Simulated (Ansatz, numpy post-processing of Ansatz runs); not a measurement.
# Gap, valence splitting and electron mass of GaAs under biaxial strain normal to [001], from r2SCAN with spin-orbit coupling

The decision to be made is which sign of strain to build into a GaAs layer on a (001) substrate when a smaller gap and lighter electrons are wanted, and how much is gained per per cent. A mismatched substrate fixes the layer in the plane and leaves it free along the normal, and the calculations imitate this for in-plane strains from −2.0 to +2.0 per cent. We follow the gap, the splitting at the valence top, the electron mass and the height of the next conduction valley. Strain is counted from the cell relaxed with the same functional, positive in tension. All energies are differences between levels of one cell, so the shift of each band edge on a common scale is not shown in the table.

## Systems and settings

GaAs (zincblende), space group 216 without strain and I-4m2 under strain, 2 atoms in the cell, from the Crystallography Open Database. The reference is the cell relaxed to zero pressure with this functional (primitive vectors 4.006, 4.006, 4.006 angstrom). An equal strain is imposed in the plane normal to [001], as by a substrate; the length along [001] is adjusted until the stress along it vanishes, and ions are relaxed. Ansatz 0.2.0, plane waves with PAW potentials (set ansatz_paw_generated_soft_1), r2SCAN, with spin-orbit coupling, no spin polarisation, no Hubbard U; cutoff 500 eV, self-consistent k meshes 6x6x6. Band extrema were located on a dense mesh in each cell and refined; masses are central differences at 0.008 and 0.03 1/angstrom. The same in all rows: where the valence-band maximum and the conduction-band minimum lie in the zone: Gamma to Gamma.

- imposed strain (per cent): in-plane strain imposed, positive in tension.
- free strain (per cent): resulting strain along the free axis.
- band gap (eV): fundamental Kohn-Sham gap, conduction-band minimum minus valence-band maximum.
- electron mass (m_e): electron conductivity mass of the lowest valley, in free-electron masses.
- valence splitting (eV): depth of the next valence level below the valence top, at the same point of the zone, listed up to 1.2 eV.
- next valley (eV): height of the next conduction valley above the lowest one, where one lies within the search window.

## Computed values

| member | imposed strain (per cent) | free strain (per cent) | band gap (eV) | electron mass (m_e) | valence splitting (eV) | next valley (eV) |
| --- | --- | --- | --- | --- | --- | --- |
| −2.0 per cent | −2.0 | 1.68 | 0.967 | 0.0581 | 0.1159 | 0.251 |
| −1.5 per cent | −1.5 | 1.27 | 0.942 | 0.0562 | 0.0940 | 0.289 |
| −1.0 per cent | −1.0 | 0.85 | 0.918 | 0.0543 | 0.0669 | 0.323 |
| −0.5 per cent | −0.5 | 0.43 | 0.893 | 0.0522 | 0.0353 | 0.355 |
| +0.0 per cent | 0.0 | 0.00 | 0.866 | 0.0501 | 0.3263 | 0.385 |
| +0.5 per cent | 0.5 | −0.43 | 0.800 | 0.0479 | 0.0380 | 0.412 |
| +1.0 per cent | 1.0 | −0.85 | 0.731 | 0.0456 | 0.0777 | 0.437 |
| +1.5 per cent | 1.5 | −1.27 | 0.659 | 0.0432 | 0.1182 | 0.461 |
| +2.0 per cent | 2.0 | −1.71 | 0.588 | 0.0406 | 0.1593 | 0.482 |

Least-squares fits to the whole series, with x = imposed strain (per cent); R² in the fitted variables, residuals in the unit of y:

| y | members | fit | R² | rms residual | leave-one-out rms | standard deviation of y |
| --- | --- | --- | --- | --- | --- | --- |
| band gap (eV) | 9 | y = 0.8510 − 0.09440 x − 0.01968 x² | 1.00 | 0.0071 | 0.011 | 0.13 |
| electron mass (m_e) | 9 | y = 0.050114 − 0.0043567 x − 1.8831×10⁻⁴ x² | 1.00 | 3.2×10⁻⁵ | 6.4×10⁻⁵ | 0.0060 |

## Interpretation

From −2.0 to +2.0 per cent the gap falls from 0.967 to 0.588 eV, but not evenly: the first half per cent of tension takes away 0.066 eV, while the first half per cent of compression adds only 0.893 − 0.866 = 0.027 eV.

A model with three parameters gives this kink. Let e be the in-plane and f the free strain, both in per cent.

1. The change of volume, 2e + f, shifts the conduction edge against the mean of the two upper valence levels by −A(2e + f). A is positive because the antibonding s-like conduction edge comes down as the bonds lengthen.
2. The tetragonal distortion separates the two upper valence levels, which are degenerate without strain, by S = B|e − f|. One rises and the other sinks by S/2.
3. The split-off level takes no part. The valence splitting tabled at zero strain is the distance to this level; S itself is zero there.

The gap is measured from whichever level is on top, so

gap = E₀ − A(2e + f) − S/2.

With f close to −0.85e, the volume term changes sign with e and the splitting term does not. In tension both narrow the gap; in compression they oppose each other. By theory the top level is light-hole-like along [001] in tension and heavy-hole-like in compression.

The electron mass falls steadily from 0.0581 to 0.0406 m_e, without a visible kink. The s-like electron couples to all the upper valence levels, so its direction-averaged mass follows their mean distance more closely than the gap. Between 0.0 and +2.0 per cent the mass falls to 0.0406 / 0.0501 = 0.810 of its value, the gap to 0.588 / 0.866 = 0.679, and the distance to the mean level to (0.588 + 0.1593 / 2) / 0.866 = 0.771.

The next valley climbs from 0.251 to 0.482 eV above the lowest one, mainly because the Γ edge sinks faster on expansion. Its smooth course suits the L valleys, which stay equivalent under this strain; X valleys would split and give a kink at zero.

## Testing the model

We fix the model on the unstrained cell and on +1.0 per cent. The first gives E₀ = 0.866 eV. For the second, 2e + f = 2.0 − 0.85 = 1.15 and |e − f| = 1.0 + 0.85 = 1.85, so that

B = 0.0777 / 1.85 = 0.0420 eV per per cent,

A = (0.866 − 0.731 − 0.0777 / 2) / 1.15 = 0.0836 eV per per cent.

**+2.0 per cent.** Here 2e + f = 4.0 − 1.71 = 2.29 and |e − f| = 2.0 + 1.71 = 3.71.
S = 0.0420 × 3.71 = 0.1558 eV; the table has 0.1593.
Gap = 0.866 − 0.0836 × 2.29 − 0.1558 / 2 = 0.597 eV; the table has 0.588.

**−1.0 per cent.** Here 2e + f = −2.0 + 0.85 = −1.15 and |e − f| = 1.85.
S = 0.0420 × 1.85 = 0.0777 eV; the table has 0.0669.
Gap = 0.866 + 0.0836 × 1.15 − 0.0777 / 2 = 0.923 eV; the table has 0.918.

**−2.0 per cent.** Here 2e + f = −4.0 + 1.68 = −2.32 and |e − f| = 2.0 + 1.68 = 3.68.
S = 0.0420 × 3.68 = 0.1546 eV; the table has 0.1159.
Gap = 0.866 + 0.0836 × 2.32 − 0.1546 / 2 = 0.983 eV; the table has 0.967.

Over the seven members not used to fix it, the model misses the gap by 0.008 eV (rms), beside a standard deviation of 0.13 eV in the series. The splitting is followed well in tension and poorly in strong compression.

## Residuals

Largest departures from the fit to the whole series:

| member | band gap (eV) | fit | computed − fit | in rms residuals |
| --- | --- | --- | --- | --- |
| +0.0 per cent | 0.866 | 0.851 | +0.015 | 2.1 |
| −1.0 per cent | 0.918 | 0.926 | −0.008 | 1.1 |
| −1.5 per cent | 0.942 | 0.948 | −0.006 | 0.9 |
| +1.5 per cent | 0.659 | 0.665 | −0.006 | 0.9 |

The worst failure is the splitting at −2.0 per cent, which the model puts too high by 0.1546 − 0.1159 = 0.039 eV. The third assumption is the likely cause. Strain mixes the light-hole-like level with the split-off level, which lies 0.3263 eV below the top in the unstrained cell, and pushes it upwards for either sign of strain. That widens the splitting in tension, where this level is on top, and narrows it in compression, where it is the lower one.

To second order the push is 2q²/Δ, with q half the mean splitting and Δ the split-off distance. At ±1.0 per cent, q = (0.0777 + 0.0669) / 4 = 0.0362 eV and the push is 2 × 0.0362² / 0.3263 = 0.008 eV. The table gives (0.0777 − 0.0669) / 2 = 0.005 eV, the right sign and order. The difference may mean that B is somewhat larger in compression, which would also lower the gap there. The push itself does not explain the model's overestimates of the gap in compression. Fixing the model in tension makes both A and B too large, and in compression these two errors act on the gap in opposite directions and cancel. The overestimates point instead to a response to strain that is not quite linear.

The parabola fitted to the gaps fails elsewhere, by 0.015 eV at zero strain, because a smooth curve rounds off the kink.

## Checking against experiment

| member | quantity | measured | computed | computed − measured | conditions | source |
| --- | --- | --- | --- | --- | --- | --- |
| +0.0 per cent | band gap (eV) | 1.418 ± 0.005 | 0.866 | −0.552 | 300 K; direct gap E0 at Gamma from PR; modulated photoreflectance, low-field lineshape fit | [1] |
| +0.0 per cent | electron mass (m_e) | 0.06625 | 0.0501 | −0.0162 (−24.4 %) | 4.2 K; electron cyclotron mass at 337 um (about 21 kOe), conduction band, sample 1 | [2] |

Sources:

[1] "Evidence of valence band perturbations in GaAsN/GaAs(001): A combined variable-angle spectroscopic ellipsometry and modulated photoreflectance investigation" (2008, arXiv:0805.2212)  
[2] "Free electron screening mechanism of the shallow impurity breakdown in n-GaAs: evidences from the photoelectric Zeeman and cyclotron resonance spectroscopies" (2017, arXiv:1709.09431)

Only the unstrained crystal has measured rows; the strained members are not compared here. That tension narrows the gap and brings the light-hole-like level to the top is, however, well established by experiment.

The computed gap is 0.552 eV below the photoreflectance value, the usual sign for a semilocal functional. The measurement was made at 300 K, and warming from low temperature narrows the gap by roughly 0.1 eV, so against a cold crystal the deficit would be larger still. Residual strain in the measured sample could matter at the level of 0.01 eV for each 0.1 per cent, far too little to change the verdict.

The electron mass is 24.4 % too small. Strict proportionality to the gap would make it 39 % too small, since 0.866 / 1.418 = 0.611, and by somewhat more with the larger gap of a cold crystal, in which the mass was measured. Part of the difference arises because the mass also depends on the split-off level, whose distance from the conduction edge is in smaller relative error. Interband momentum matrix elements that are too small in the calculation may supply more, as they make the electron heavier. The cyclotron mass also contains a drag from lattice vibrations, roughly 1 % upwards, which is minor here.

## Summary

For a smaller gap and lighter electrons the choice is tension. The first per cent lowers the computed gap by 0.866 − 0.731 = 0.135 eV and the mass from 0.0501 to 0.0456 m_e; one per cent of compression raises the gap by only 0.052 eV. The three-parameter model serves for the gap from −2.0 to +2.0 per cent, and for the splitting on the tensile side.

One omission outweighs the whole range of gaps in the table, 0.967 − 0.588 = 0.379 eV: the semilocal functional leaves out the part of the gap that a quasiparticle treatment would restore, upwards by more than half an electronvolt. The computed changes with strain are therefore the usable result, and a design should add them to a measured unstrained gap.

[On method and selection: Runs that did not converge, have known faults or may not be shown are not listed, and runs on Ansatz's PAW sets soft_1 and soft_2 are kept to separate tables.]
